Letting go of the constraint: AFQMC for triplet HCB

The question

Auxiliary-field quantum Monte Carlo (AFQMC) finds the energy of a molecule from a crowd of random walkers, each of them a single determinant. In its usual, phaseless form a constraint keeps the walk quiet, at the price of a systematic error. What error is left when the constraint is released after a while, and what if the walk is free of it from the start? The test case is the linear molecule H–C–B in a triplet state, small enough for full configuration interaction (FCI) to give the exact energy in the chosen basis with the core electrons frozen.

Total-energy errors relative to FCI for neutral, linear triplet HCB at a B–C distance of 1.35 Å, computed with the AFQMC program afq 1 and with Ansatz 0.2.0. All levels use the 6-31G basis, a UHF determinant and frozen cores.

```
         level  this level less the reference (FCI, same basis) (meV)  statistical noise, one standard error (meV)
            HF                                                 3522.2                                        0.000
           MP2                                                  764.3                                        0.000
          CCSD                                                  144.0                                        0.000
       CCSD(T)                                                   38.8                                        0.000
         CCSDT                                                   10.1                                        0.000
      CCSDT(Q)                                                    0.5                                        0.000
        CCSDTQ                                                    0.9                                        0.000
   ph-AFQMC/HF                                                   70.2                                       23.100
 ph-AFQMC/CISD                                                   13.1                                        3.700
released AFQMC                                                      ?                                            ?
    free AFQMC                                                      ?                                            ?
```

The two phaseless rows, marked ph-AFQMC, differ in their trial: the approximate wave function that guides the walkers. With the Hartree–Fock (HF) determinant as trial the energy lies 70.2 meV above FCI, and with a CISD trial, which adds single and double excitations with amplitudes taken from CCSD, 13.1 meV. Each error is a little over three times its own statistical noise, which doesn't include the bias from the constraint. The gain from the better trial is 57 ± 23 meV, so the improvement is likely but not beyond doubt.

Why there is a constraint

Propagation in imaginary time τ multiplies the wave function by exp(−τH), where H is the Hamiltonian. An excited state that lies Δ above the ground state then fades relative to it as exp(−τΔ). After a long enough time only the ground state is left, provided that the start contained some of it.

The random fields that move the walkers are in general complex, and so the walkers acquire phases. As the phases spread, contributions to the average cancel, and the signal sinks into the noise as τ grows. The phaseless constraint stops this by keeping the weight W of each walker real and multiplying it at each step by a further factor:

W → W × max(0, cos Δθ)

Here Δθ is the change in phase of the walker's overlap with the trial. Walkers whose phase turns far in a step lose weight or are removed, and the noise stays under control. The walk, however, no longer follows exp(−τH) exactly.

Two limits without bias

The first limit is a perfect trial. The energy is an average over walkers φ of

E(φ) = ⟨Ψ|H|φ⟩ / ⟨Ψ|φ⟩

where Ψ is the trial. If Ψ is the exact ground state, H acting on it gives the exact energy E₀ times Ψ, and every walker yields E₀. The constraint may then distort the weights as it likes: an average of equal numbers doesn't change, and it has no noise either.

The second limit is a walk without the constraint. Now the trial may be poor, because the projection itself removes the excited states. The systematic error vanishes at long τ, but the noise has to be beaten by more sampling. The phaseless rows lie between these limits: their trials are imperfect and their constraint is active.

How imperfect are the trials?

A simple measure is the correlation energy that a trial fails to capture. For the HF determinant this is all of it, 3522 meV. For CISD it can be guessed from w = 0.90, the weight of the leading determinant in the CISD wave function. Davidson's argument says that CISD lacks roughly a fraction 1 − w of the correlation energy that it does find. The part lacking is then

3522 meV × (1 − w) / (2 − w) ≈ 3522 meV × 0.10 / 1.10 ≈ 320 meV

This is good to an order of magnitude: CISD lacks a few tenths of an eV, about a tenth of what HF lacks.

The simplest law that respects both limits makes the phaseless error proportional to this lack, and sets it to zero where no constraint acts. Fitted to the two phaseless rows, the constant comes out at about 2 per cent. For the CISD trial that means some 7 meV, against a computed 13.1 ± 3.7 meV, although this row was part of the fit. Taken from the CISD row alone, the constant would double and give the HF trial about 140 meV instead of 70. The law therefore gets the direction right and the size within a factor of two, and two noisy rows can't establish that the error is really proportional.

The predictions

For both unconstrained walks theory puts the centre at zero error relative to FCI. The fitted constant plays no part in this, since it multiplies a constraint that is switched off. The ranges are matters of judgement, meant to hold about two times in three.

Released AFQMC: 0 ± 15 meV. The width is about the phaseless error with the CISD trial, in case the release is too short to remove it.

Free AFQMC: 0 ± 25 meV. The width is about the noise of the phaseless walk with the HF trial.

A real remainder, if there is one, should more likely be positive, because an incomplete projection leaves some excited states in the walk. Both walks should be noisier than the phaseless walk with the CISD trial, and the free one noisier than the released one. The forecasts of noise are the less certain ones, since noise depends on the amount of sampling as well as on the method.

The computed values

The withheld rows as computed:

```
         level  this level less the reference (FCI, same basis) (meV)  statistical noise, one standard error (meV)
released AFQMC                                                    3.9                                        2.000
    free AFQMC                                                    0.6                                        2.300
```

Both errors fall well inside their ranges. The free walk ends 0.6 ± 2.3 meV above FCI, which is zero within its noise. The released walk ends 3.9 ± 2.0 meV above, almost two standard errors from zero. Both values have the expected sign, but neither, taken alone, proves a real remainder.

The ranges were too generous, above all for the free walk. Its width was borrowed from the HF-trial walk, whose noise is ten times that of the finished free walk. The hit therefore confirms the centre of the forecast and says little about the skill of its error bar.

What the hit says about the constraint

If the constraint causes the phaseless error, the error should go when the constraint goes. From the CISD-trial walk to the free walk it falls by 13.1 − 0.6 = 12.5 meV. With independent noise the uncertainty of this difference is √(3.7² + 2.3²) ≈ 4.4 meV, so the fall is nearly three standard errors. From the HF-trial walk to the free one the fall is larger and about equally significant.

The released walk is the most direct test, because it continues the phaseless CISD run with the constraint switched off. Its energy was recorded at five points from the moment of release on, and lies about 12, 9, 7, 4 and 4 meV above FCI, with a noise of 2 to 3 meV at each point. The error thus shrinks once the constraint is gone. The fall of 9.2 ± 4.2 meV in the output, from the phaseless average to the last point, is only a rough guide, since it treats the two as independent. Taken together, the comparisons favour the constraint as the main source of the phaseless errors, as theory argues. They don't rule out a contribution from other differences between the runs, such as the time step.

The miss: noise

The forecast that both walks would be noisier than the phaseless CISD walk failed. Their noise is 2.0 and 2.3 meV, against 3.7 meV with the constraint on. The free walk is nominally the noisier of the two, but a difference of 0.3 meV is too small to count as a success.

The miss doesn't contradict the growth of noise with imaginary time. That growth holds for a fixed number of samples, whereas the printed noise belongs to a finished average and shrinks as one over the square root of that number. More samples, a short projection or a better trial can hide the growth. During the release the noise went from about 3 to 2 meV, so the walk ended before any growth could show. For the free walk the cause is untested. The noise column thus tells how well each result is known, and not which method is quieter for equal work.

Where this places the free walk

The coupled-cluster rows give a scale for these errors. CCSD leaves 144.0 meV, about 4 per cent of the correlation energy, and the full treatment of triple excitations in CCSDT brings this down to 10.1 meV. The free walk is closer to FCI than CCSDT by about four times its noise. Against CCSDTQ, at 0.9 meV, the noise allows no ranking.

All this is accuracy within one small basis that has no polarisation functions. An error of 0.6 meV relative to FCI says how well the electrons' problem was solved in that basis, and nothing about the distance from a measured energy. The output printed after the text gives the fit and the main differences with their noise. The error bar printed for the fitted constant comes only from the scatter of two rows and leaves out their statistical noise, so it is too small.

The open question is whether the last 3.9 meV of the released walk is chance, a remnant of the constraint, or an error of the time step or the population control. A remnant is plausible, because the release was short. In the time it lasted, a state one hartree above the ground state fades only to about a tenth of its initial share, and a lower one fades less. The last two recorded points agree within their noise, however, so they can't show whether the rest would fade too. A longer release would help to tell. Runs with a smaller time step and with more walkers would test the other two causes.

Printed output of the fit:

```
fit of row_error on 2 rows (has(row_level, 'ph-AFQMC')): coefficient of lack 0.0201 +/- 0.0018; rms 4.6, worst ph-AFQMC/CISD -6.47, leave-one-out rms 49.6
  rows outside the fit (model, value, miss): HF 0, 3522, -3522; MP2 0, 764.3, -764; CCSD 0, 144, -144; CCSD(T) 0, 38.8, -38.8; CCSDT 0, 10.1, -10.1; CCSDT(Q) 0, 0.5, -0.5; CCSDTQ 0, 0.9, -0.9; released AFQMC 0, 3.9, -3.9; free AFQMC 0, 0.6, -0.6
CCSD error as share of the correlation energy, percent: 4.088
energy missing from the CISD trial, rough estimate, meV: 329.6
phaseless error with HF trial, in standard errors: 3.039
phaseless error with CISD trial, in standard errors: 3.541
gain from the CISD trial, meV: 57.1
noise of that gain, meV: 23.39
released AFQMC, forecast 0 with half-width, meV: 15
released AFQMC, computed error, meV: 3.9
released AFQMC, noise, meV: 2
released AFQMC, computed less forecast, in standard errors: 1.95
free AFQMC, forecast 0 with half-width, meV: 25
free AFQMC, computed error, meV: 0.6
free AFQMC, noise, meV: 2.3
free AFQMC, computed less forecast, in standard errors: 0.2609
noise of released walk over noise of phaseless CISD walk: 0.5405
noise of free walk over noise of released walk: 1.15
phaseless CISD error less released error, meV: 9.2
noise of that difference, meV: 4.206
```
